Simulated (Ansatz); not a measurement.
LiGa: the change of pressure with volume ratio

All results are calculated (Ansatz 0.2.0). Plane-wave density functional theory, PAW datasets, Gaussian smearing 0.05 eV: equation of state, the given cell scaled in volume with shape and atoms relaxed at each volume.

The cell before it is scaled or strained (space group Fd-3m, No. 227):
```
LiGa
1.0
      0.0000     3.0760     3.0760
      3.0760     0.0000     3.0760
      3.0760     3.0760     0.0000
Li Ga
2 2
Direct
  0.00000 0.00000 0.00000
  0.25000 0.25000 0.25000
  0.50000 0.50000 0.50000
  0.75000 0.75000 0.75000
```

Settings of every row: paw set soft_2; functional PBEsol; spin treatment none; moment partition spheres; spin axis none; wave cutoff 420 eV; k mesh 8x8x8; symmetry use detected.

Atom hubbard u: 0 on all atoms.

```csv
row,volume ratio,V (Å³/atom),pressure (GPa),energy above given cell (meV per atom)
1,0.96,13.97,2.124,3.74
2,0.98,14.261,1,0.91
3,1,14.552,?,?
4,1.02,14.843,-0.878,0.78
5,1.04,15.134,-1.672,3.07
```

Question: what pressure should row 3 give?

Worked fit of pressure. Take u = (V_r/V)^(2/3) − 1 with V_r = 14.552 Å³ an atom, which is twice the finite (Eulerian) strain; such expansions in the strain, on which the Birch-Murnaghan equation of state is built, carry the rest volume and the bulk modulus. The shown rows have u = 0.02758, 0.01356, -0.01311, -0.0258. Least squares give pressure = 0.0056 + 70.639 × u + 221 × u² GPa; a straight line predicts inner rows, each left out in turn, worse (root mean square 0.091 against 0.011 GPa). The rows lie off it by 0.002, -0.004, 0.004, -0.002. The pressure vanishes at u = -0.0001, or V = 14.55 Å³ an atom, and there the bulk modulus with shape and atoms relaxed is B = −V dP/dV = (2/3)(1 + u) dP/du = 47.1 GPa. The withheld row has u = 0, so the fit gives 0.0056 + 70.639 × (0) + 221 × (0)² = 0.006 GPa.

The calculation gave 0.002 GPa. The fit lies 0.004 GPa (200 % of the value, 0.11 % of the column's range) above it; its largest miss of a shown row is 0.004 GPa.

The other values of row 3: energy above given cell 0 meV per atom.
